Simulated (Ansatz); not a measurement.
## Cd3Ag: pressure and energy above lowest point against volume scale

Results calculated with Ansatz 0.2.0, not measured. Free energy against uniform scaling of the volume at fixed shape and fractions; periodic cell, basis, potentials, k mesh and filling as listed.

The cell before it is scaled or strained (space group P-6m2, No. 187):
```
Cd3Ag
1.0
      3.1050     0.0000     0.0000
     -1.5525     2.6890     0.0000
      0.0000     0.0000     9.6463
Cd Ag
3 1
Direct
  0.00000 0.00000 0.50000
  0.66667 0.33333 0.23781
  0.66667 0.33333 0.76219
  0.00000 0.00000 0.00000
```

Settings of every row: functional PBEsol; dispersion none; potentials PAW; wave cutoff 320 eV; density cutoff 2560 eV; k mesh 9x9x3; k shift 0x0x0; occupations methfessel paxton; smearing width 0.1 eV; spin none.

Limits: coarse k mesh, up to 40 meV an atom off; cutoff under the advised one; the cell comes from a prototype or a list of computed structures and needn't be the stable phase.

| row | volume scale | V (Å³/atom) | pressure (GPa) | energy above lowest point (meV/atom) |
| --- | --- | --- | --- | --- |
| 1 | 0.94 | 18.927 | 1.77 | 2.5 |
| 2 | 0.96 | 19.33 | 0.06 | 0 |
| 3 | 0.98 | 19.732 | -1.44 | 1.7 |
| 4 | 1 | 20.135 | -2.73 | 7 |
| 5 | 1.02 | 20.538 | -3.86 | 15.3 |
| 6 | 1.04 | 20.94 | ? | ? |
| 7 | 1.06 | 21.343 | -5.71 | 39.6 |

Question: what pressure and energy above lowest point should row 6 give?

Worked fit of pressure. Take u = (V_r/V)^(2/3) − 1 with V_r = 19.934 Å³ an atom, which is twice the finite (Eulerian) strain; such expansions in the strain, on which the Birch-Murnaghan equation of state is built, carry the rest volume and the bulk modulus. The shown rows have u = 0.03516, 0.02072, 0.00681, -0.00667, -0.0197, -0.04451. Least squares give pressure = −2.106 + 96.19 × u + 375.2 × u² + 741 × u³ GPa; a parabola predicts inner rows, each left out in turn, worse (root mean square 0.017 against 0.0087 GPa). The rows lie off it by 0.00, 0.01, -0.01, 0.00, 0.00, 0.00. The pressure vanishes at u = 0.0202, or V = 19.34 Å³ an atom, and there the bulk modulus at fixed shape and fractions is B = −V dP/dV = (2/3)(1 + u) dP/du = 76.4 GPa. Letting shape and atoms relax would as a rule lower it, by much in layered, chain or molecular crystals. The withheld row has u = -0.03229, so the fit gives −2.106 + 96.19 × (-0.03229) + 375.2 × (-0.03229)² + 741 × (-0.03229)³ = -4.85 GPa.

The calculation gave -4.85 GPa. The fit meets it to the printed digit.

Worked fit of energy above lowest point. Take u = (V_r/V)^(2/3) − 1 with V_r = 19.934 Å³ an atom, which is twice the finite (Eulerian) strain; such expansions in the strain, on which the Birch-Murnaghan equation of state is built, carry the rest volume and the bulk modulus. The shown rows have u = 0.03516, 0.02072, 0.00681, -0.00667, -0.0197, -0.04451. Least squares give energy above lowest point = 3.92 − 392.8 × u + 9647 × u² + 10472 × u³ meV/atom; a parabola predicts inner rows, each left out in turn, worse (root mean square 0.21 against 0.051 meV/atom). All shown rows lie on it to the printed digit. Its lowest point lies at u = 0.0197, or V = 19.36 Å³ an atom, and the curvature there gives the bulk modulus at fixed shape and fractions, B = (4/9)(1 + u)² E″(u)/V = 78.5 GPa. Letting shape and atoms relax would as a rule lower it, by much in layered, chain or molecular crystals. The withheld row has u = -0.03229, so the fit gives 3.92 − 392.8 × (-0.03229) + 9647 × (-0.03229)² + 10472 × (-0.03229)³ = 26.3 meV/atom.

The calculation gave 26.1 meV/atom. The fit lies 0.2 meV/atom (0.51 % of the column's range) above it; its largest miss of a shown row is 0.0 meV/atom.
